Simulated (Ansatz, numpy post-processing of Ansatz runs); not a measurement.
# Band gap, band-edge positions and electron mass of zincblende BN against volume, with r2SCAN

Whether a band gap computed for zincblende BN at one lattice parameter can be carried over to another, with a simple correction, depends on how strongly and how regularly the gap responds to volume. The question arises whenever a crystal is under pressure, or when two methods give different equilibrium cells. The fundamental gap, the positions of its two edges in the Brillouin zone and the conductivity mass of the electrons are calculated here at nine imposed volumes, from 12% compression to 6% expansion. Volumes are measured against the r2SCAN cell at zero pressure, and the gap is the conduction-band minimum minus the valence-band maximum.

## Method

BN (zincblende), space group 216, 2 atoms in the cell, not the usual structure at ambient conditions. The reference is the cell relaxed to zero pressure with this functional (primitive vectors 2.552, 2.552, 2.552 angstrom). The volume is imposed; cell shape, where symmetry leaves it free, and ions are relaxed. Ansatz 0.2.0, plane waves with PAW potentials (set ansatz_paw_generated_soft_1), r2SCAN, scalar-relativistic, without spin-orbit coupling, no spin polarisation, no Hubbard U; cutoff 500 eV, self-consistent k meshes 8x8x8. Band extrema were located on a dense mesh in each cell and refined; masses are central differences at 0.008 and 0.03 1/angstrom. The same in all rows: where the valence-band maximum and the conduction-band minimum lie in the zone: Gamma to X.

Notes on method and selection:

- Semilocal Kohn-Sham gaps lie below measured gaps.
- Transitions to other structures, dislocations and cracks are not considered.
- Pressure against volume is the equation of state, whose slope gives the bulk modulus.
- Runs that did not converge, have known faults or may not be shown are not listed, and runs on Ansatz's PAW sets soft_1 and soft_2 are kept to separate tables.

Columns:

- V/V0: volume over that of the reference cell.
- pressure (GPa): static pressure, positive under compression.
- band gap (eV): fundamental Kohn-Sham gap, conduction-band minimum minus valence-band maximum.
- electron mass (m_e): electron conductivity mass of the lowest valley, in free-electron masses.

## The series

| member | V/V0 | pressure (GPa) | band gap (eV) | electron mass (m_e) |
| --- | --- | --- | --- | --- |
| V/V0 = 0.88 | 0.88 | 63.00 | 5.147 | 0.364 |
| V/V0 = 0.91 | 0.91 | 43.75 | 5.109 | 0.367 |
| V/V0 = 0.94 | 0.94 | 27.07 | 5.071 | 0.369 |
| V/V0 = 0.96 | 0.96 | 17.19 | 5.045 | 0.371 |
| V/V0 = 0.98 | 0.98 | 8.20 | 5.020 | 0.373 |
| V/V0 = 1.00 | 1.00 | 0.00 | 4.994 | 0.375 |
| V/V0 = 1.02 | 1.02 | −7.46 | 4.968 | 0.376 |
| V/V0 = 1.04 | 1.04 | −14.27 | 4.943 | 0.378 |
| V/V0 = 1.06 | 1.06 | −20.47 | 4.917 | 0.378 |

Least-squares fits to the whole series, with x = V/V0; R² and errors in the fitted variable (y, or ln y where the fit is in ln y):

| y | members | fit | R² | rms residual | leave-one-out rms | the same for the mean of the others |
| --- | --- | --- | --- | --- | --- | --- |
| band gap (eV) | 9 | y = 6.27231 − 1.27836 x | 1.00 | 2.9×10⁻⁴ | 3.8×10⁻⁴ | 0.081 |
| electron mass (m_e) | 9 | y = 0.2923 + 0.08194 x | 0.99 | 5.4×10⁻⁴ | 7.7×10⁻⁴ | 0.0053 |

## Interpretation

The gap falls at every step of expansion, from 5.147 to 4.917 eV. Its edges stay at $\Gamma$ and X in all rows, and the smallest direct gap, which also narrows on expansion, remains well above it. The electron mass rises by about 4%, from 0.364 to 0.378 $m_e$.

A two-parameter model of the gap follows from three assumptions. First, volume is the only variable, which cubic symmetry ensures, and the edges keep their places in the zone. Second, a small relative change of volume shifts each edge in proportion, $dE_c = a_c\,dV/V$ and $dE_v = a_v\,dV/V$. Third, the difference $a = a_c - a_v$ is constant. Subtracting the two shifts gives $dE_g = a\,dV/V$, and integrating from $V_0$ gives

$$E_g(v) = E_0 + a \ln v, \qquad v = V/V_0 .$$

Any common shift of the two edges cancels, so the gap does not reveal which edge moves more.

The negative sign of $a$ is that expected when shorter bonds push bonding valence states and antibonding conduction states apart. In many heavier tetrahedral semiconductors the $\Gamma$–X gap shrinks under pressure instead; the usual explanation is that low-lying empty d states mix into the X minimum, and first-row atoms have none.

Against pressure the response is less even, because the crystal stiffens. Between $v$ = 1.02 and 0.98 the gap gains 0.052 / 15.66 = 0.0033 eV/GPa, but between 0.91 and 0.88 only 0.038 / 19.25 = 0.0020 eV/GPa.

For the mass, a possible cause is weaker coupling between bands. The squared momentum matrix elements scale roughly as $V^{-2/3}$, which makes electrons heavier on expansion, while shrinking energy separations at X make them lighter. The observed rise would mean that the first effect is the larger.

## Testing the model

The two parameters are fixed on the members $v$ = 1.00 and $v$ = 0.94. The first gives $E_0$ = 4.994 eV, since ln 1 = 0. The second, with ln 0.94 = −0.0619, gives

$a$ = (5.071 − 4.994) / (−0.0619) = −1.244 eV.

Four other members then follow.

- For $v$ = 0.88, ln 0.88 = −0.1278, and the gap is 4.994 + 1.244 × 0.1278 = 5.153 eV. The table has 5.147 eV, so the model is 0.006 eV too high.
- For $v$ = 0.91, ln 0.91 = −0.0943, and the gap is 4.994 + 1.244 × 0.0943 = 5.111 eV, against 5.109 eV in the table.
- For $v$ = 1.04, ln 1.04 = 0.0392, and the gap is 4.994 − 1.244 × 0.0392 = 4.945 eV, against 4.943 eV.
- For $v$ = 1.06, ln 1.06 = 0.0583, and the gap is 4.994 − 1.244 × 0.0583 = 4.921 eV, against 4.917 eV.

Over all seven members not used to fix the parameters, the rms miss is 0.003 eV. Predicting each gap from the mean of the others misses by 0.081 eV, so two calculations recover nearly all of the variation in this series.

## Residuals

Largest departures from the fit to the whole series:

| member | band gap (eV) | fit | computed − fit | in rms residuals |
| --- | --- | --- | --- | --- |
| V/V0 = 0.98 | 5.020 | 5.020 | 0.000 | 1.7 |
| V/V0 = 1.02 | 4.968 | 4.968 | 0.000 | 1.3 |
| V/V0 = 0.88 | 5.147 | 5.147 | 0.000 | 1.2 |
| V/V0 = 0.94 | 5.071 | 5.071 | 0.000 | 1.2 |

The logarithmic model errs on the same side at both ends: its gap is too large by 0.006 eV at $v$ = 0.88 and by 0.004 eV at 1.06. The assumption that fails is the constancy of $a$. Dividing the change of gap by the change of $\ln v$ gives $a$ = −0.076 / (0.1278 − 0.0619) = −1.15 eV between $v$ = 0.88 and 0.94, and −0.077 / 0.0583 = −1.32 eV between 1.00 and 1.06. A given relative change of volume therefore moves the gap more in the expanded crystal.

Scaling the whole gap with the inverse square of the bond length does worse. It would require $a$ = −2/3 × 4.994 = −3.33 eV at $v$ = 1, far too large in size, and a magnitude that falls with volume instead of rising. Since $a$ is a difference between two edge shifts, it need not follow the scaling of either.

A straight line in $v$ describes the gap better. Drawn through the same two members, it has the slope (4.994 − 5.071) / 0.06 = −1.283 eV and gives 4.994 + 1.283 × 0.12 = 5.148 eV at $v$ = 0.88, only 0.001 eV above the table. Fitted to all nine members, it leaves an rms residual of 0.0003 eV, and its listed departures are within the printed rounding.

## Conclusions

Between $v$ = 0.88 and 1.06 the gap can be corrected for volume by the fitted slope. A lattice parameter 1% too long, or about 3% in volume, lowers it by 1.278 × 0.03 = 0.04 eV. The edges keep their places, and the mass changes little.

The absolute gap carries two further errors, each comparable with or larger than the 0.230 eV spanned by the table. Semilocal Kohn-Sham gaps lie below measured ones, typically by something of the order of 1 eV in wide-gap insulators. Zero-point motion of the atoms, absent from a static lattice, acts the other way and usually lowers the gap of stiff crystals of light atoms by a few tenths of an eV.
